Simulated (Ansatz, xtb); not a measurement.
**Relative energy of two isomers of C2H6BNO2**

Structure X: `C=NB(O)OC`, a singlet. Structure Y: `CB(O)NC=O`, a singlet. Both are isolated molecules in the gas phase, relaxed with PBE0-D3(BJ)/def2-SVP; the shapes shown needn't be the lowest conformers.

X (Å):

```yaml
atoms:
  - { symbol: C, position_ang: [-1.9508, 0.8778, 1.5321] }
  - { symbol: C, position_ang: [1.4020, -0.5738, 0.9263] }
  - { symbol: B, position_ang: [-0.5856, 0.0286, -0.3165] }
  - { symbol: N, position_ang: [-1.4030, -0.0343, 0.8650] }
  - { symbol: O, position_ang: [-1.1621, 0.2952, -1.5202] }
  - { symbol: O, position_ang: [0.7477, -0.2603, -0.2743] }
  - { symbol: H, position_ang: [-2.5830, 0.6375, 2.4069] }
  - { symbol: H, position_ang: [-1.8524, 1.9601, 1.3072] }
  - { symbol: H, position_ang: [-0.5204, 0.1930, -2.2315] }
  - { symbol: H, position_ang: [2.3074, -1.1521, 0.6907] }
  - { symbol: H, position_ang: [1.7093, 0.3396, 1.4644] }
  - { symbol: H, position_ang: [0.7599, -1.1684, 1.5968] }
```

Y (Å):

```xyz
12

C     0.1845   -2.2419    0.8521
C     1.4443    1.3673    0.0513
B     0.1229   -0.7036    0.5400
N     1.3770    0.0416    0.3471
O    -1.0406   -0.0413    0.4241
O     0.4771    2.0910   -0.0875
H    -0.7957   -2.6216    1.1716
H     0.9257   -2.4831    1.6312
H     0.4810   -2.8014   -0.0519
H    -0.8638    0.8982    0.2099
H     2.2676   -0.4336    0.4319
H     2.4805    1.7626   -0.0596
```

Quicker runs give these differences E(Y) − E(X): GFN2-xTB −11.0 kcal/mol; HF/STO-3G −6.8 kcal/mol (at GFN2-xTB geometries); r2SCAN-D4/def2-SVP −22.4 kcal/mol (at GFN2-xTB geometries).

Q: Estimate E(Y) − E(X) at the level CCSD(T)/def2-SVP + ΔMP2/def2-TZVPP.

A: Calculated at CCSD(T)/def2-SVP + ΔMP2/def2-TZVPP: E(Y) − E(X) = −16.6 kcal/mol, so structure Y lies lower.

How the difference moves with the method:

| level | geometry | E(Y) − E(X) (kcal/mol) | departure from the last row (kcal/mol) | job, with rough time for the two |
| --- | --- | --- | --- | --- |
| GFN2-xTB | GFN2-xTB | −11.0 | +5.5 | optimisation, 0.52 s |
| HF/STO-3G | GFN2-xTB | −6.8 | +9.8 | single point, 0.8 s |
| r2SCAN-D4/def2-SVP | GFN2-xTB | −22.4 | −5.9 | single point, 5.3 s |
| PBE0-D3(BJ)/def2-SVP | PBE0-D3(BJ)/def2-SVP | −22.1 | −5.6 | optimisation, 1.8 min |
| HF/def2-SVP | PBE0-D3(BJ)/def2-SVP | −14.6 | +2.0 | part of the CCSD(T) run |
| MP2/def2-SVP | PBE0-D3(BJ)/def2-SVP | −19.3 | −2.7 | part of the CCSD(T) run |
| CCSD(T)/def2-SVP | PBE0-D3(BJ)/def2-SVP | −17.1 | −0.5 | single point |
| CCSD(T)/def2-SVP + ΔMP2/def2-TZVPP | PBE0-D3(BJ)/def2-SVP | −16.6 |  | single point, 68 s |

As drawn, Y has 1 C–B, 1 C–N, 1 C=O, 1 N–H in place of 1 C=N, 1 B–O, 1 C–O, 1 C–H.

None of the levels shown reverses the order. The largest departure from CCSD(T)/def2-SVP + ΔMP2/def2-TZVPP is that of HF/STO-3G, 9.8 kcal/mol. The last row adds to CCSD(T) the change of the MP2 difference between the two basis sets, here +0.5 kcal/mol.

With thermal terms from frequencies at re-optimised GFN2-xTB minima (ideal gas, soft modes damped towards free rotors, one conformer each, 298.15 K, 1 atm): on the last row, ΔE + ΔZPE = −15.3, ΔH = −15.7, ΔG = −14.7 kcal/mol.

The correlated steps freeze 6 core orbitals. Run with Ansatz 0.2.0, xtb 6.7.1; the last row on 2 threads of Intel(R) Xeon(R) Processor @ 2.70GHz on a shared host.

Y is favoured clearly, and the preference survives the thermal corrections. The main reason is probably the exchange of an imine C=N bond for a carbonyl group in an amide-like N–C=O unit, where nitrogen lone-pair delocalisation adds stabilisation. This outweighs the loss of one strong, polar B–O bond, whose oxygen also donates π density into the empty boron p orbital. In Y, the nitrogen lone pair is shared between boron and the carbonyl group, so the two stabilising effects compete rather than simply add.

The geometry of Y also shows the boron-bound hydroxyl pointing at the carbonyl oxygen, closing a hydrogen-bonded six-membered ring. This should contribute to the energy gap, and the stiffening it brings may explain part of the entropic penalty that makes ΔG less negative than ΔH.

Hartree–Fock in the def2-SVP basis already recovers most of the preference, which points to bonding and electrostatics rather than correlation as its main origin. The total difference doesn't separate the hydrogen bond's contribution from that of the changed connectivity.
